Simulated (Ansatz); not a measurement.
LiF: the change of energy of the functional and total energy with exact exchange with volume scale

Results calculated with Ansatz 0.2.0-dev trial, not measured. RPA total energy (exact exchange plus RPA correlation) on Kohn-Sham orbitals over scaled volumes of the cell given; energies count from the value at scale 1 or the largest scale.

The cell before it is scaled or strained (space group Fm-3m, No. 225):
```
CELL_PARAMETERS angstrom
0.00000 2.00500 2.00500
2.00500 0.00000 2.00500
2.00500 2.00500 0.00000
ATOMIC_POSITIONS crystal
Li 0.00000 0.00000 0.00000
F 0.50000 0.50000 0.50000
```

Settings of every row: orbitals functional PBE; datasets soft_paw first; wave cutoff 800 eV; k mesh 4x4x4; correlated electrons 10; response cutoff 280 eV; long wavelength term neglected.

Limits: coarse mesh, values belong to these settings and can lie far from the converged crystal; soft datasets can hold too little correlation; the count of empty bands follows the volume.

```
row  volume scale  V (Å³/atom)  energy of the functional (eV, a cell)  total energy with exact exchange (eV, a cell)  RPA energy (eV, a cell)
  1          0.92        7.415                                 0.0546                                         0.0116                   0.0169
  2          0.96        7.738                                 0.0194                                        -0.0016                   0.0016
  3             1         8.06                                      0                                              0                        0
  4          1.04        8.383                                      ?                                              ?                        ?
  5          1.08        8.705                                -0.0026                                         0.0365                   0.0211
```

Question: what energy of the functional and total energy with exact exchange should row 4 give?

Worked fit of energy of the functional. Take u = (V_r/V)^(2/3) − 1 with V_r = 7.899 Å³ an atom, which is twice the finite (Eulerian) strain; such expansions in the strain, on which the Birch-Murnaghan equation of state is built, carry the rest volume and the bulk modulus. The shown rows have u = 0.04306, 0.01382, -0.01336, -0.06272. Least squares give energy of the functional = 0.00794 + 0.7108 × u + 8.655 × u² eV; a straight line predicts inner rows, each left out in turn, worse (root mean square 0.015 against 3.2e-05 eV). All shown rows lie on it to the printed digit. The withheld row has u = -0.03887, so the fit gives 0.00794 + 0.7108 × (-0.03887) + 8.655 × (-0.03887)² = -0.0066 eV.

The calculation gave -0.0066 eV. The fit meets it to the printed digit.

Worked fit of total energy with exact exchange. Take u = (V_r/V)^(2/3) − 1 with V_r = 7.899 Å³ an atom, which is twice the finite (Eulerian) strain; such expansions in the strain, on which the Birch-Murnaghan equation of state is built, carry the rest volume and the bulk modulus. The shown rows have u = 0.04306, 0.01382, -0.01336, -0.06272. Least squares give total energy with exact exchange = −0.00243 − 0.0597 × u + 8.947 × u² eV; a straight line predicts inner rows, each left out in turn, worse (root mean square 0.016 against 9.9e-05 eV). The rows lie off it by 0.0000, -0.0001, 0.0000, 0.0000. The withheld row has u = -0.03887, so the fit gives −0.00243 − 0.0597 × (-0.03887) + 8.947 × (-0.03887)² = 0.0134 eV.

The calculation gave 0.0135 eV. The fit lies 0.0001 eV (0.26 % of the column's range) below it, one unit of the last digit.

The other values of row 4: RPA energy 0.0025 eV.
